Q: Suppose I take a crystal of W3Si, stretch or flatten it along one cube axis, and keep its volume fixed. How much energy does that take?

A: Remember three sizes. Stretching the axis by a tenth relative to the other two costs about 0.1 eV per atom, several times the thermal energy at room temperature. Stretching it by about 40 percent costs roughly 1 eV per atom, and flattening it by the same factor roughly 2 eV.

W3Si (space group Im-3m, cubic cell edge 5.178 Å, 17.36 Å³ per atom) is deformed along [001] at fixed volume and fixed fractional coordinates. Calculated with Ansatz 0.2.0, scalar-relativistic plane-wave PAW, r2SCAN functional, no spin polarisation, 500 eV cutoff, 14×14×14 k mesh and Gaussian smearing of 0.15 eV. Energy changes are differences in free energy.

```
axial ratio (over its starting value)  energy change (meV/atom)  pressure (GPa)
                                 0.65                    3300.8           78.06
                                0.707                    1905.8           47.51
                                 0.78                     883.5           24.52
                                 0.85                     350.8            9.97
                                 0.92                      84.6            2.91
                                 0.96                      19.5            0.72
                                    1                       0.0            0.03
                                 1.05                      26.6            1.00
                                  1.1                     100.6            3.62
                                  1.2                     355.1           12.18
                                  1.3                     695.1           23.38
                                1.414                    1149.7           38.49
                                  1.5                    1551.3           51.89
```

The axial ratio, which I call q, is the length along the axis over the length across it, divided by its starting value. The energy change is counted from the cubic cell at q = 1. The pressure is the average over the three directions, positive when the cell pushes outwards.

Q: The steady rise at large q puzzles me. The space group is Im-3m, the same as for bcc tungsten. A bcc lattice stretched by √2 becomes fcc, which is cubic again, so the energy should level off at q = 1.414. Why doesn't it?

A: The space group tells you the symmetry of the pattern, but not where all the atoms sit. Draw the cubic cell: silicon occupies the corners and the centre, tungsten the middles of the edges and faces. If you ignore which element is which, the atoms form a simple cubic lattice with a spacing of 2.59 Å, half the cell edge. At q = 1.414 the silicon atoms alone form an fcc lattice, but the lattice of all atoms is merely a stretched simple cubic one.

Q: And why does that decide whether the curve is level?

A: Consider what makes it level at q = 1. There the three axes are equivalent, so a small strain along any of them changes the energy by the same amount to first order. At fixed volume the three small strains add up to zero, and the first-order changes cancel. At q = 1.414 the axes of this crystal are not equivalent, so nothing enforces the cancellation.

The energies bear this out. Between q = 1.3 and q = 1.5 the mean slope, for each percent by which q grows, is

0.01 × (1551.3 − 695.1) / ln(1.5/1.3) ≈ 60 meV per atom.

The stresses computed at 1.414 itself give 62 meV per atom. That is a steep hillside, and the sampled points show no second minimum anywhere on the path.

Q: So symmetry explains the minimum at q = 1?

A: It explains why the curve is level there. That the level point is a minimum, and no maximum, is a result of the calculation. It is also a result for this one kind of deformation: a crystal can resist a change of axial ratio and still give way to another shear or to a displacement of its atoms, and neither was tried here.

Q: Then let me propose something plainer. The crystal is a spring, and the energy grows as the square of the strain.

A: Close to the cubic cell that is right. The natural measure of strain here is L = ln q, because stretching by a factor and flattening by the same factor then differ only in sign. The stresses at q = 0.96 and q = 1.05 give a stiffness C11 − C12 of about 330 and 310 GPa, where C11 and C12 are the usual elastic constants of a cubic crystal. This crystal is stiff against a change of axial ratio.

Now test the spring far from the centre. The ratios 0.707 and 1.414 have almost exactly opposite L, so a spring must charge the same for both. The table charges 1.66 times as much for the flattened cell. That cell has very short contacts, which makes its energy less certain, but the lopsidedness doesn't hang on it: q = 0.78 costs 883.5 meV per atom and q = 1.3 only 695.1, though its L is the larger in size. No choice of spring constant can mend that, because a square doesn't know the sign of L.

Q: Could it be crowding of the atoms? But then I get the order backwards. Each atom has neighbours along three directions. Flattening shortens the contacts along one of them, while stretching shortens those along two. Two crowded directions should cost more than one.

A: You have counted the shortened contacts, but you haven't asked how short they become. To keep the volume fixed, the length along the axis scales as q^(2/3) and each length across it as q^(−1/3). At q = 0.707 the contacts along the axis shrink by 21 percent, to 2.06 Å. At q = 1.414 the contacts across it shrink by only 11 percent.

So flattening squeezes one direction hard, and stretching squeezes two directions half as much. If the resistance to squeezing rises steeply, the single hard squeeze costs more.

Q: Can that be turned into a formula?

A: Let each contact of length r carry a repulsive energy proportional to r^(−n), with the same n for Si–W and W–W contacts. Assume that everything else in the energy, including the bonding that holds the metal together, depends on the volume alone. Since the volume is fixed, that remainder drops out of the energy change. One direction along the axis and two across it then give

ΔE = A [q^(−2n/3) + 2 q^(n/3) − 3],

where ΔE is the energy change and A sets its size. The −3 subtracts the three undisturbed directions.

Look at the two limits. For small L the first-order terms cancel, as symmetry demands, and what remains is

ΔE ≈ (A n²/3) L²,

which is your spring. For strong deformation a single term takes over: q^(−2n/3) when the cell is flattened, 2 q^(n/3) when it is stretched. The first grows with twice the exponent, and that outweighs the factor of two in front of the second.

Q: Does flattening cost more only if n is large enough?

A: In this formula it costs more for every positive n. Write u = n|L|/3 and subtract the cost of stretching from the cost of flattening by the same factor. The difference is

4A sinh u (cosh u − 1),

which is positive whenever u is. A gentle repulsion makes the difference small, and a steep one makes it large.

Q: How well does it reproduce the table?

A: I determined A and n by least squares from the eleven rows with q from 0.78 to 1.5, which gives n ≈ 6.75 and A ≈ 733 meV per atom. The two flattest cells were left out because their shortest contacts, 1.94 and 2.06 Å, are so close that the treatment of the atomic cores in the calculation is untested there. Within the fitted rows the typical miss is 12 meV per atom. The largest is at q = 1.3, where the formula is about 3 percent too low.

Now predict the flattest cell, q = 0.65, which was not part of the fit. The exponents are −2n/3 = −4.5 and n/3 = 2.25, so

0.65^(−4.5) + 2 × 0.65^(2.25) − 3 ≈ 6.95 + 0.76 − 3 = 4.71,

ΔE ≈ 4.71 × 733 meV ≈ 3.45 eV per atom.

The table has 3.30 eV, so the estimate is between 4 and 5 percent too high. In the formula, the one direction that is squeezed hard would by itself cost more than this total, and the two lengthened directions give part of it back.

Q: With two adjustable constants, wouldn't any lopsided curve do as well?

A: That needs checking. Add a term in L³ to the spring and fit it to the same eleven rows. It also has two constants, and it follows those rows just as closely. Inside the fitted range, then, the closeness of the fit can't tell crowded contacts from a spring that was made lopsided by hand. Leaving out one row at a time and predicting it from the others favours the contacts mildly, with a typical miss of 16.9 meV against 28.5.

Outside the range the two differ more clearly. At q = 0.65 the lopsided spring comes out 13 percent too low, and the plain spring, fitted to the same rows, 44 percent too low. The contact formula also comes closer at 0.707. This favours the contact formula over these two springs, though not over every lopsided curve one could write down. There is also a reservation: the two deciding rows are the ones whose energies deserve the least trust.

Q: Is there a test that doesn't lean on those two rows?

A: The pressure provides one. Pressure is minus the change of energy with volume. The excess of the pressure p over its value p₀ in the cubic cell therefore tells how the cost of deformation changes when the cell is allowed to swell at the same axial ratio. As a pure number, with V the volume per atom, it reads

γ = (p − p₀) V / ΔE.

It is the percentage by which the cost falls when the volume grows by one percent.

The contact formula makes a firm prediction here. Under uniform swelling every r^(−n) falls as V^(−n/3), so γ must equal n/3, or 2.25, in every deformed row. With the two flattest cells left out, the table gives values from 3.0 to 4.0; those two give 2.6 and 2.7. The sign is right, but the formula underestimates the effect in every row, and in some by nearly half.

Q: So is the crowding picture wrong after all?

A: It is incomplete. The geometry of one hard squeeze against two mild ones can account for the direction of the asymmetry and, with a fitted steepness, for its size. What fails is an assumption I made for convenience: that everything apart from these contacts depends on the volume alone. Giving the Si–W and W–W contacts different steepness would not be expected to rescue it. The steeper kind would gain weight as the cell is flattened, so γ would rise, whereas in the table it falls from 3.8 at q = 0.96 to 3.0 at q = 0.78. My guess is that the bonding through the tungsten d electrons also changes with the shape of the cell, but these results don't separate that part, so I can't show it. For the same reason, A and n are constants of a curve and should not be read as properties of a bond.

Q: What does the pressure mean for someone who deforms a real piece of material?

A: The table describes a crystal whose volume is clamped. In every deformed row the pressure is positive, so a crystal held at the same axial ratio but free to swell would do so and lower its energy. The listed costs are therefore upper limits for that freer case. How far they would drop was not calculated.

Q: And if I meet another cubic compound, how do I guess which way its curve leans?

A: Find the closest contacts before you look at the space group. If they run along the cube axes, as here, flattening squeezes one direction twice as hard as stretching squeezes two, and if steep crowding dominates the energy, flattening is the dearer of the two. That is a first guess drawn from one compound, to be checked by a calculation. If they run along the body diagonals, as in bcc tungsten, all of them change length together and this argument doesn't apply. In tungsten itself, where all atoms are alike and sit on a bcc lattice, your fcc structure at √2 really appears.
